**Q:** I want to stretch a perfect fcc tantalum crystal equally along x and y while its length along z is held. What order of forces and energies should I keep in mind?

**A:** Each per cent of such strain changes the stress by several gigapascals, and one gigapascal acting through one cubic ångström is worth about 6 meV. Tantalum is normally bcc, so the numbers below belong to an imagined, flawless fcc crystal with its strain imposed.

Fcc Ta (a = 4.220 Å, 18.79 Å³ per atom, not relaxed at this level) strained equally along x and y with z held, computed with Ansatz 0.2.0 using plane-wave PAW and scalar-relativistic LDA without spin polarisation. The cutoff is 420 eV, the k mesh 20×20×20 and the Gaussian smearing 0.15 eV. Energy changes are free energies relative to the unstrained cell.

| strain | energy change (meV/atom) | tensile stress along pattern (GPa) | pressure (GPa) |
| --- | --- | --- | --- |
| -0.1 | 177.0 | -69.52 | 40.76 |
| -0.075 | 36.8 | -36.99 | 23.60 |
| -0.05 | -30.0 | -12.98 | 9.87 |
| 0 | 0.0 | 21.43 | -10.72 |
| 0.025 | 84.6 | 35.03 | -18.44 |
| 0.075 | 365.6 | 54.70 | -29.49 |
| 0.1 | ? | ? | ? |

Strain is the fractional lengthening along x and y. The tensile stress along the pattern is the sum of the stresses on these two axes, positive in tension, whereas pressure is positive in compression.

**Q:** Why is there already a stress at zero strain?

**A:** The starting cell is too large for this LDA calculation, so it pulls inward with a pressure of −10.72 GPa. That is why a slight compression lowers the energy. LDA usually makes the lattices of metals somewhat too small, so an inward pull is no surprise. Its size may also depend on the atomic datasets, which were made for another functional, PBE, and on the neglect of spin–orbit coupling; neither effect has been tested here.

**Q:** Could you guess the stress at strain 0.1 from the volume alone?

**A:** Volume gives most of it. As atoms move apart their bonds pull back, but each further step adds less pull because the bonds themselves weaken. A Birch–Murnaghan equation of state describes this flattening; I fitted its three coefficients to the pressures of all six known rows. It treats the pressure as a function of volume only, which is an approximation, since the shape changes too.

**Q:** What does the shape add?

**A:** Stretching two axes and holding the third makes the cubic cell tetragonal and moves its shape towards that of bcc, the stable structure of tantalum, although the volume grows at the same time. The stresses in the table show that the held axis then pulls harder than either stretched one, by 6.4 GPa at strain 0.075. In a cubic metal that resists this distortion, the stretched axes would pull harder. Here the change of shape helps the stretch along, so the stress stays below what volume alone would give. If all three axes were stretched equally, the cell would stay cubic and this relief would be absent.

**Q:** How do you carry that relief on to 0.1?

**A:** Call D the stress on one stretched axis minus that on the held axis. Symmetry makes D zero in fcc and again in bcc, so I drew the simplest curve through both zeros, a parabola in the logarithm of the stretch. Its one coefficient comes from the known rows at zero strain and above, because compression leads away from bcc. At 0.1 it gives D = −7.8 GPa, and the equation of state gives a pressure P of −33.3 GPa. Since P is minus the mean of the three axial stresses, the stress along the pattern is

−2P + ⅔D = 66.6 − 5.2 = 61.4 GPa.

**Q:** And the energy?

**A:** It is the last known energy plus the work of the remaining stretch. The mean stress over that step is about 58 GPa, the mean of 54.7 and 61.4. Strain is counted from the unstretched length, so the volume to use is not that of the strained cell but the starting volume times the mean stretch, 18.79 × 1.0875 = 20.4 Å³. Over a strain of 0.025 this makes about 185 meV. Added to 365.6 meV, this gives 551 meV per atom.

**Q:** Then commit yourself.

**A:** At strain 0.1 I expect:

- a more negative pressure, −33.3 ± 0.7 GPa;
- a stress of 61.4 ± 2 GPa, still rising but more slowly than before, with no maximum yet;
- an energy change of 551 ± 5 meV per atom.

The ranges are my judgement of how far sensible extrapolations differ, not statistical limits.

The withheld rows as computed:

| strain | energy change (meV/atom) | tensile stress along pattern (GPa) | pressure (GPa) |
| --- | --- | --- | --- |
| 0.1 | 551.8 | 61.85 | -33.17 |

**Q:** All three fall inside. Does that confirm your picture?

**A:** Only in part. Volume alone would have overshot the stress by about 5 GPa, so the relief from the shape is needed. But a plain parabola through the last three known stresses, with no physics in it, gives 60.8 GPa. That misses by 1.1 GPa against 0.45 GPa for the model, yet it too lies inside the range I gave. Over so short a step, a smooth curve is a good guide whatever its cause.

**Q:** Where did the model do worst?

**A:** In the shape part. The computed D is −6.7 GPa, so I overestimated its size by about a sixth. That alone would have put the stress 0.7 GPa too low, but a slightly too negative pressure made up some of the difference. The crystal also expands along this path, and expansion may weaken the shape stress, which my parabola ignores; that explanation is a guess. Under compression the same parabola falls clearly short, so it should not be used there. The output below lists both fits and their misses.

**Q:** The energy keeps climbing as I stretch. Doesn't that mean fcc tantalum is stable?

**A:** No. The energy climbs because an already over-expanded crystal is being expanded further. Stability against a change of shape is a separate question, and the sign of D answers it: once distorted, this fcc crystal is driven further from its cubic shape.

Numerical output:

```
Derived quantities:
     row  volume A3/atom     c/a  stress zz GPa  xx minus zz GPa  work of step meV  energy step meV
    -0.1           15.22   1.111         -52.76               18               n/a              n/a
  -0.075           16.08   1.081         -33.81            15.32            -141.9           -140.2
   -0.05           16.96   1.053         -16.63            10.14            -68.23            -66.8
     0.0           18.79       1          10.73           -0.015             26.67               30
   0.025           19.74  0.9756          20.29           -2.775             84.04             84.6
   0.075           21.71  0.9302          33.77            -6.42             277.6              281
     0.1           22.73  0.9091          37.66           -6.735             185.9            186.2
fit of pressure on 6 rows: coefficient of p5 -403.7 +/- 10, coefficient of p7 506.8 +/- 20, coefficient of p9 -113.9 +/- 9.7; rms 0.1, worst -0.075 0.172, leave-one-out rms 0.287
  rows outside the fit (model, value, miss): 0.1 -33.31, -33.17, -0.141
fit of D on 3 rows (strain > -0.01): coefficient of bain -327.2 +/- 6.2; rms 0.109, worst 0.025 0.174, leave-one-out rms 0.314
  rows outside the fit (model, value, miss): -0.1 15.58, 18, -2.42; -0.075 10.83, 15.32, -4.49; -0.05 6.678, 10.14, -3.46; 0.1 -7.836, -6.735, -1.1
Largest miss of model stress on known rows from strain 0 up, GPa: 0.285
Stress at 0.1 from volume alone, GPa: 66.62
Stress at 0.1 from parabola through last three known rows, GPa: 60.77
Stress at 0.1, forecast of the model, GPa: 61.4
Stress at 0.1, computed, GPa: 61.85
Stress at 0.1, forecast less computed, GPa: -0.4526
Energy change at 0.1, forecast, meV/atom: 550.8
Energy change at 0.1, computed, meV/atom: 551.8
Energy change at 0.1, forecast less computed, meV/atom: -1.01
Stress rise per 0.01 strain from 0 to 0.025, GPa: 5.44
Stress rise per 0.01 strain from 0.025 to 0.075, GPa: 3.934
Stress rise per 0.01 strain from 0.075 to 0.1, forecast, GPa: 2.679
Stress rise per 0.01 strain from 0.075 to 0.1, computed, GPa: 2.86
```
